**Student:** My notes say that a carrier grating of period $\Lambda$ decays at $1/\tau_g = 1/\tau_R + 4\pi^2D_a/\Lambda^2$ and that the diffracted signal falls twice as fast. I doubt the single $D_a$. Electrons in silicon are about 3 times as mobile as holes, so I expect two gratings with two decay times.

**Lecturer:** The coupled equations do have two rates, but one is over within a picosecond. Here are the premises. (i) Two coherent pulses of vacuum wavelength $\lambda$, short compared with $\tau_g$ and polarised perpendicular to the plane of incidence, cross at full angle $\theta$ in air, symmetrically about the normal $z$ of a wafer of thickness $d$. (ii) Absorption is linear and gives one pair per photon. (iii) The carriers are non-degenerate, at the lattice temperature $T$, and obey drift-diffusion with constant mobilities, so the Einstein relation $D_{e,h} = \mu_{e,h}k_BT/e$ holds. (iv) Dopants are ionised and uniform, trapped charge is negligible, and no current leaves the wafer. (v) An excess pair density $N$ recombines at the rate $N/\tau_R$. (vi) The index change is linear in $N$ and the diffraction is weak. I take $e>0$ and SI equations.

### The grating

**Lecturer:** The pulses have in-plane wave-vector components $\pm q$ along $x$, with $q = (2\pi/\lambda)\sin(\theta/2)$. The intensity is
$$\left|\sqrt{I_1}e^{iqx}+\sqrt{I_2}e^{-iqx}\right|^2 = (I_1+I_2)(1+m\cos Kx),\quad m=\frac{2\sqrt{I_1I_2}}{I_1+I_2},$$
with $K=2q$, so
$$\Lambda = \frac{2\pi}{K} = \frac{\lambda}{2\sin(\theta/2)}.$$

**Student:** Inside the silicon the wavelength is shorter by the index $n_b$. Shouldn't $\Lambda$ shrink?

**Lecturer:** Refraction at a flat face conserves $q$. The wavelength becomes $\lambda/n_b$ and the sine of the angle falls by the same factor. Both beams share one $z$ component, so the fringes are planes normal to $x$. By (ii) the initial density is $N = N_0(1+m\cos Kx)$, where $N_0$ falls with depth as $e^{-\alpha z}$ for absorption coefficient $\alpha$. We ignore the depth at first.

### Ambipolar transport

**Lecturer:** For electron and hole densities $n$, $p$ and field $E$, the particle fluxes are
$$j_e = -D_e\partial_xn - \mu_enE,\qquad j_h = -D_h\partial_xp+\mu_hpE.$$
Continuity reads $\partial_tn = -\partial_xj_e - U$ and $\partial_tp = -\partial_xj_h - U$ with one recombination rate $U$. With equilibrium densities $n_0$, $p_0$, Poisson's equation is $\varepsilon\,\partial_xE = e[(p-p_0)-(n-n_0)]$. Suppose quasi-neutrality: $n=n_0+N$, $p=p_0+N$. Subtracting the continuity equations gives $\partial_x(j_h-j_e)=0$. The profile is even in $x$, so the fluxes are odd, and a uniform odd function is zero. Hence $j_e=j_h\equiv j$, and solving for the field gives
$$E = -\frac{(D_e-D_h)\,\partial_xN}{\mu_en+\mu_hp}.$$
For $D_e>D_h$ it points down the density gradient, holding electrons back and pushing holes on. Insert it into $j_h$; the terms $\mu_hpD_h$ cancel:
$$j = -\frac{D_h(\mu_en+\mu_hp)+\mu_hp(D_e-D_h)}{\mu_en+\mu_hp}\,\partial_xN = -\frac{\mu_enD_h+\mu_hpD_e}{\mu_en+\mu_hp}\,\partial_xN.$$
The Einstein relation lets us replace each $\mu$ by its $D$, since $e/k_BT$ cancels. So $j=-D_a\partial_xN$ with
$$D_a = \frac{(n+p)D_eD_h}{nD_e+pD_h},\qquad \partial_tN=\partial_x(D_a\partial_xN)-\frac{N}{\tau_R}.$$
At high injection, $n=p$, this is $D_\infty = 2D_eD_h/(D_e+D_h)$. For $n\gg p$ it tends to $D_h$, for $p\gg n$ to $D_e$: at low injection the minority carrier sets the pace.

**Student:** That looks circular. You set the space charge to zero and then found a field with a divergence.

**Lecturer:** A small charge imbalance is enough to make that field. Let us solve the problem without the assumption. Linearise about uniform $n$, $p$, with $\delta n=a\cos Kx$, $\delta p=b\cos Kx$, and leave recombination aside. To first order $\partial_x(nE)=n\,\partial_xE = ne(b-a)\cos Kx/\varepsilon$. Define $\kappa_e^2=e^2n/\varepsilon k_BT$ and $\kappa_h^2=e^2p/\varepsilon k_BT$, so that $\mu_ene/\varepsilon = D_e\kappa_e^2$. Then
$$\frac{d}{dt}\begin{pmatrix}a\\b\end{pmatrix}=-M\begin{pmatrix}a\\b\end{pmatrix},\quad M=\begin{pmatrix}D_e(K^2+\kappa_e^2)&-D_e\kappa_e^2\\-D_h\kappa_h^2&D_h(K^2+\kappa_h^2)\end{pmatrix}.$$
With $\kappa^2=\kappa_e^2+\kappa_h^2=L_D^{-2}$, where $L_D$ is the Debye length,
$$\det M=D_eD_hK^2(K^2+\kappa^2),\quad \operatorname{tr}M=(D_e+D_h)K^2+D_e\kappa_e^2+D_h\kappa_h^2.$$
Let $s=K^2L_D^2\ll1$. The fast root is close to $D_e\kappa_e^2+D_h\kappa_h^2=e(\mu_en+\mu_hp)/\varepsilon$, the dielectric relaxation rate, and it removes $b-a$. The slow root obeys $\Gamma=(\det M+\Gamma^2)/\operatorname{tr}M$, so $\Gamma\approx(\det M/\operatorname{tr}M)[1+\det M/(\operatorname{tr}M)^2]$. Its leading term is $D_eD_h\kappa^2K^2/(D_e\kappa_e^2+D_h\kappa_h^2)=D_aK^2$. For $n=p$ we have $\det M/\operatorname{tr}M=D_\infty K^2(1+s)/(1+2s)$ and $\det M/(\operatorname{tr}M)^2\approx4sD_eD_h/(D_e+D_h)^2$, which combine to
$$\Gamma=D_\infty K^2\left[1-s\left(\frac{D_e-D_h}{D_e+D_h}\right)^2+O(s^2)\right].$$
So quasi-neutrality means $KL_D\ll1$. In the slow mode $a=b$ up to $O(s)$. The pulse prepares $a=b$ and feeds that mode almost alone, and recombination adds $1/\tau_R$ to its rate.

**Student:** At high injection electrons scatter off holes, which lowers the mobilities. Which ones go into $D_\infty$?

**Lecturer:** Model that scattering as a friction proportional to the velocity difference, with coefficient $\gamma$. The force balances per carrier are
$$0=-k_BT\frac{\partial_xn}{n}-eE-\frac{e}{\mu_e}v_e-\gamma p(v_e-v_h),$$
$$0=-k_BT\frac{\partial_xp}{p}+eE-\frac{e}{\mu_h}v_h-\gamma n(v_h-v_e).$$
With $n=p=N$ and equal fluxes, $v_e=v_h=v$ and the friction vanishes. Adding the two removes $E$ and gives $e(\mu_e^{-1}+\mu_h^{-1})v=-2k_BT\,\partial_xN/N$, that is $Nv=-D_\infty\partial_xN$. In this model the mobilities are those limited by phonons and impurities. The driving force is the gradient of the pair chemical potential $\zeta=2k_BT\ln N+\text{const}$, so beyond the ideal gas
$$D_\infty=\frac{\mu_e\mu_h}{\mu_e+\mu_h}\,\frac{N}{e}\frac{d\zeta}{dN}.$$

### Decay of the modulation

**Lecturer:** If $D_a$ is constant the equation is linear. Put $N=\bar N(t)+N_1(t)\cos Kx$. Since $\partial_x^2\cos Kx=-K^2\cos Kx$, the two parts separate into $\dot{\bar N}=-\bar N/\tau_R$ and $\dot N_1=-(1/\tau_R+D_aK^2)N_1$. Therefore $N_1=mN_0e^{-t/\tau_g}$ with
$$\frac1{\tau_g}=\frac1{\tau_R}+\frac{4\pi^2D_a}{\Lambda^2}.$$

**Student:** But $D_a$ depends on $N$. With $m=1$ the dark fringes hold no excess carriers and are never at high injection.

**Lecturer:** Correct. A single exponential needs high injection, low injection, or $m\ll1$ with $\bar N$ steady during the decay. We can size the effect. For donor density $N_D$, put $n=N+N_D$ and $p=N$. Dividing through by $D_e+D_h$,
$$\frac{D_a}{D_\infty}=\frac{N+N_D/2}{N+rN_D}=1-\frac{(r-\tfrac12)N_D}{N+rN_D},\qquad r=\frac{D_e}{D_e+D_h}.$$
Multiply the transport equation by $\cos u/\pi$, with $u=Kx$, and integrate over a period. One integration by parts turns the diffusion term into $(K/\pi)\int_0^{2\pi}D_a\,\partial_xN\sin u\,du$, and at $t=0$ we have $\partial_xN=-KN_1\sin u$. The initial diffusive rate is thus $D_{\rm eff}K^2$ with
$$D_{\rm eff}=\frac1\pi\int_0^{2\pi}D_a\sin^2u\,du.$$
The weight vanishes at the dark fringe, where there is no gradient. For $m=1$ set $\nu=N_D/N_0$ and $A=1+r\nu$, so that $N+rN_D=N_0(A+\cos u)$. Use $\sin^2u/(A+\cos u)=A-\cos u-(A^2-1)/(A+\cos u)$ and $\int_0^{2\pi}du/(A+\cos u)=2\pi/\sqrt{A^2-1}$:
$$\frac{D_{\rm eff}}{D_\infty}=1-2\left(r-\tfrac12\right)\nu\left(A-\sqrt{A^2-1}\right).$$
The relative shift is below $(2r-1)\nu$. As the modulation dies it tends to $(r-\tfrac12)\nu/A$.

### The diffracted intensity

**Lecturer:** For a probe of vacuum wavelength $\lambda_p$ and frequency $\omega$ below the gap, the Drude response of free pairs is $\delta\varepsilon_r=-Ne^2/\varepsilon_0m^*\omega^2$, with $1/m^*$ the sum of the inverse optical masses. Then $\delta n_b=\delta\varepsilon_r/2n_b=-\sigma N$ with $\sigma=e^2/(2n_b\varepsilon_0m^*\omega^2)$. Interband terms and free-carrier absorption change $\sigma$ and make it complex; only linearity in $N$ matters for the decay. The probe field, polarised along the fringes, obeys $\nabla^2\mathcal E+k_0^2(n_b^2+2n_b\delta n_b)\mathcal E=0$ with $k_0=2\pi/\lambda_p$. Write
$$\mathcal E=A_0e^{i(q_px+\beta_0z)}+A_1e^{i[(q_p+K)x+\beta_1z]},\quad \beta_l^2=n_b^2k_0^2-(q_p+lK)^2.$$
The modulated index is $\delta n_1\cos Kx$ with $\delta n_1=-\sigma N_1$, and half of the cosine couples order 0 to order 1. The uniform part adds a phase common to both orders at small angles. Dropping $A_1''$ for a slowly varying amplitude,
$$2i\beta_1A_1'+k_0^2n_b\,\delta n_1A_0e^{i(\beta_0-\beta_1)z}=0.$$
For weak diffraction $A_0$ is constant, and for small angles $\beta_1\approx n_bk_0$. The efficiency, relative to the transmitted beam, is
$$\eta=\left|\frac{A_1(d)}{A_0}\right|^2=\left|\frac{k_0}{2}\int_0^d\delta n_1e^{i(\beta_0-\beta_1)z}dz\right|^2.$$
At Bragg incidence, $q_p=-K/2$, the two $\beta$ are equal and $\eta=|\phi|^2/4$ with $\phi=k_0\int_0^d\delta n_1dz$. The amplitude is linear in $N_1$ and the detector squares it:
$$\eta(t)=\eta(0)\,e^{-2t/\tau_g}.$$
If the diffracted beam is mixed with a strong reference field, the cross term is linear in $A_1$ and decays as $e^{-t/\tau_g}$.

**Student:** I was taught $\eta=J_1^2(\phi)$, and that needs a thin grating.

**Lecturer:** The parameter is $Q=K^2d/n_bk_0=2\pi\lambda_pd/n_b\Lambda^2$. For $Q\ll1$ and real $\phi$ the slab multiplies the field by $e^{i\phi\cos Kx}$, whose first Fourier coefficient is $iJ_1(\phi)$, so $\eta=J_1^2=(\phi^2/4)(1-\phi^2/4+\dots)$. For $Q\gg1$ at Bragg incidence, add the mirror equation for the depletion of $A_0$; the pair gives $\eta=\sin^2(\phi/2)=(\phi^2/4)(1-\phi^2/12+\dots)$. Both reduce to $\phi^2/4$, so the decay law needs small $\phi$, not small $Q$.

**Student:** And the depth? Carriers also diffuse along $z$ and recombine at the faces.

**Lecturer:** In two dimensions the field is a function of $N$ times $\nabla N$. That has no curl, so zero current remains a solution. For constant $D_a$, $N_1=e^{-t/\tau_g}f(z,t)$ with $\partial_tf=D_a\partial_z^2f$. A surface recombination velocity $S$ makes the flux into each face $Sf$, and integration over depth gives $\frac{d}{dt}\int_0^df\,dz=-S[f(0)+f(d)]$. For $S=0$ the Bragg signal does not see depth diffusion at all. The worst case is $S\to\infty$. A uniform $f_0$ then becomes $f_0\operatorname{erf}(z/2\sqrt{D_at})$ near a face, which removes $2f_0\sqrt{D_at/\pi}$. At $t=1/D_aK^2$ two faces take the fraction $4/(\sqrt\pi Kd)$.

### Silicon, 10 µm, 300 K

**Lecturer:** Pump at $\lambda=1064$ nm. The photon energy, 1.165 eV, lies 45 meV above the measured gap of 1.12 eV (300 K, as listed by Dahvyd Wing 2021). For $\Lambda=10$ µm, $\sin(\theta/2)=0.0532$ and $\theta=6.10^\circ$. With a typical $\alpha\approx10$ cm$^{-1}$ and $d=400$ µm, $\alpha d=0.4$, so the whole thickness is excited. Choose a depth-averaged $N_0=10^{16}$ cm$^{-3}$, $m=1$, $N_D=10^{14}$ cm$^{-3}$ and $\tau_R=10$ µs. Typical mobilities of lightly doped silicon are $\mu_e\approx1400$ and $\mu_h\approx450$ cm²/(V s). With $k_BT/e=25.85$ mV, $D_e=36.2$, $D_h=11.6$ and $D_\infty=17.6$ cm²/s. Next, $K=0.628$ µm$^{-1}$, $K^2=3.948\times10^7$ cm$^{-2}$ and $D_\infty K^2=6.95\times10^8$ s$^{-1}$. Recombination adds a fraction $1.4\times10^{-4}$. So $\tau_g=1.44$ ns and the diffracted intensity falls by $1/e$ in 0.72 ns. At low injection $\tau_g$ would be 2.2 ns in n-type and 0.70 ns in p-type material.

**Student:** Then the lifetime is invisible.

**Lecturer:** At this period, yes. The two rates are equal at $\Lambda=2\pi\sqrt{D_a\tau_R}=0.83$ mm. One varies $\theta$ and plots $1/\tau_g$ against $K^2$: the slope is $D_a$ and the intercept $1/\tau_R$. For the signal, probe at 1.55 µm (0.80 eV). Take $n_b\approx3.44$, the square root of the measured high-frequency dielectric constant 11.85 (as listed by Jonathan M. Skelton 2020), and a typical $m^*\approx0.15$ electron masses. The Drude estimate is $\sigma=2.1\times10^{-21}$ cm³, so $|\delta n_1|=2.1\times10^{-5}$, $|\phi|=0.034$ and $\eta(0)=2.9\times10^{-4}$. Here $Q=11$, so use Bragg incidence, $\sin\theta_p=\lambda_p/2\Lambda$, which is $4.4^\circ$ in air. The depletion correction $\phi^2/12$ is $1\times10^{-4}$.

### Range of validity

**Student:** Which neglected term is largest?

**Lecturer:** Take them in turn, as relative changes of rate or amplitude.

*Quasi-neutrality*, $KL_D\ll1$. With the measured static dielectric constant 11.7 (as listed by the Ioffe Institute) and $n=p=N_0$, $L_D=29$ nm and $s=3.3\times10^{-4}$. The squared ratio is 0.26 and the shift $9\times10^{-5}$. In the dark fringe, screened by the donor electrons alone, $s=0.066$ at first, but that region carries little weight.

*Inertia.* The dielectric relaxation time is 0.35 ps. The electron momentum relaxation time $\mu_em_c/e$, for a typical conductivity mass of 0.26 electron masses, is 0.2 ps. These rival each other, so drift-diffusion describes the fast mode poorly. For the slow mode the ratio to $\tau_g$ is $1\times10^{-4}$.

*Injection level.* With $r=0.757$ and $\nu=0.01$, $D_{\rm eff}$ starts 0.45 % below $D_\infty$ and ends 0.25 % below.

*Surfaces.* At worst 0.9 % of the amplitude is lost in one diffusion time. This fails for a pump absorbed within a depth comparable to $1/K=1.6$ µm, where fast surface recombination makes the decay non-exponential.

*Nonlinear recombination.* For Auger loss $CN^3$, the first harmonic of $(1+m\cos u)^3$ is $3m+\tfrac34m^3$, so the grating loses amplitude at $CN_0^2(3+\tfrac34m^2)$, at least three times the rate $CN_0^2$. With an approximate $C\approx10^{-30}$ cm⁶/s this is 375 s$^{-1}$. The term $3CN_0^2$ reaches $D_\infty K^2$ at $1.5\times10^{19}$ cm$^{-3}$. That is near the typical effective densities of states, of order $10^{19}$ cm$^{-3}$, where the Einstein relation in its simple form fails too.

*Heat.* If each pair exchanges 0.1 eV with the lattice, a generous choice, a typical heat capacity of 1.66 J/(cm³ K) gives $1\times10^{-4}$ K. A typical $dn_b/dT\approx1.8\times10^{-4}$ K$^{-1}$ turns this into $1.7\times10^{-8}$, or $8\times10^{-4}$ of $|\delta n_1|$. It matters only in the far tail.

*Coulomb correlation.* The Debye–Hückel free-energy density $-k_BT\kappa^3/12\pi$, differentiated with respect to $n$ or $p$, lowers each chemical potential by $e^2\kappa/8\pi\varepsilon$ and $\zeta$ by twice that. Since $\kappa\propto N^{1/2}$, $N\,d\zeta/dN=2k_BT-e^2\kappa/8\pi\varepsilon$. The correction is 2.1 meV against 51.7 meV, a 4 % reduction of $D_\infty$, and it grows as $N^{1/2}$ while screening stays classical.

**Student:** So the third figure of 1.44 ns belongs to the ideal model.

**Lecturer:** Yes. Correlation alone moves it to about 1.5 ns, and the mobilities are only typical values. The law $\eta\propto e^{-2t/\tau_g}$ holds for thermalised, non-degenerate carriers with $KL_D\ll1$, $D_a$ and $\tau_R$ nearly constant across the grating and during the decay, $|\phi|\ll1$, and excitation much deeper than $1/K$ or passivated faces. For this wafer it gives $\tau_g$ between 1.4 and 1.5 ns, set by ambipolar diffusion.